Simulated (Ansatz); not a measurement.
Level of theory: DFT PBE, scalar-relativistic, plane waves, PAW in Ansatz. Settings: cutoff 420 eV, Γ-centred meshes spaced at most about 0.3 Å⁻¹, and about 0.25 Å⁻¹ or finer for metals (2π included), Gaussian smearing. No spin polarisation in the final relaxations.

These are static total energies at zero pressure.

Compare these two cells of Al4Cu, each relaxed at this level.

A.

```cif
data_structure
_symmetry_space_group_name_H-M 'I4/mmm'
_symmetry_Int_Tables_number 139
_cell_length_a 2.8332
_cell_length_b 2.8332
_cell_length_c 19.1127
_cell_angle_alpha 90.000
_cell_angle_beta 90.000
_cell_angle_gamma 90.000
_cell_volume 153.41
loop_
_atom_site_label
_atom_site_type_symbol
_atom_site_symmetry_multiplicity
_atom_site_Wyckoff_symbol
_atom_site_fract_x
_atom_site_fract_y
_atom_site_fract_z
_atom_site_occupancy
Al1 Al 4 e 0.50000 0.50000 0.08803 1
Al2 Al 4 e 0.00000 0.00000 0.19607 1
Cu1 Cu 2 a 0.00000 0.00000 0.00000 1
```

B.

```cif
data_structure
_symmetry_space_group_name_H-M 'I4/m'
_symmetry_Int_Tables_number 87
_cell_length_a 6.2218
_cell_length_b 6.2218
_cell_length_c 3.9883
_cell_angle_alpha 90.000
_cell_angle_beta 90.000
_cell_angle_gamma 90.000
_cell_volume 154.39
loop_
_atom_site_label
_atom_site_type_symbol
_atom_site_symmetry_multiplicity
_atom_site_Wyckoff_symbol
_atom_site_fract_x
_atom_site_fract_y
_atom_site_fract_z
_atom_site_occupancy
Al1 Al 8 h 0.79832 0.60591 0.00000 1
Cu1 Cu 2 a 0.00000 0.00000 0.00000 1
```

Task: Which is lower in energy, and by how much?

Result: A is lower, by 36 meV/atom. A has Al and Cu ordered on fcc sites, space group I4/mmm (No. 139), 15.3 Å³/atom and no gap on its mesh; B has Al and Cu ordered on fcc sites, space group I4/m (No. 87), 15.4 Å³/atom and no gap. Counting all near atoms (those within 1.25 times the shortest distance at each site), A and B both have Al 12, Cu 12. Both come from invented guesses.

Cells relaxed within their symmetry can be saddle points.

The lower-energy cell gathers Cu into single cube-plane layers separated by slabs of Al, whereas B disperses it so that every Cu has only Al as near neighbours. Counting unlike contacts alone would favour B, so the preference for A, by 36 meV/atom, must come from something beyond nearest-neighbour mixing. Relief of size mismatch is the probable cause: Cu is smaller than Al, and in A the adjacent Al planes move towards the Cu layer, giving Cu–Al contacts clearly shorter than those in B. The dispersed arrangement has less freedom to contract locally around each Cu. The nearly equal volumes suggest that the gain lies in this local, directional relaxation rather than in denser overall packing.

The ordering agrees with the well-known tendency of Cu in Al-rich alloys to form Guinier–Preston zones, which are thin Cu platelets on cube planes. It doesn't establish A as an equilibrium compound, since the relevant competitor is a mixture of fcc Al and tetragonal Al2Cu.
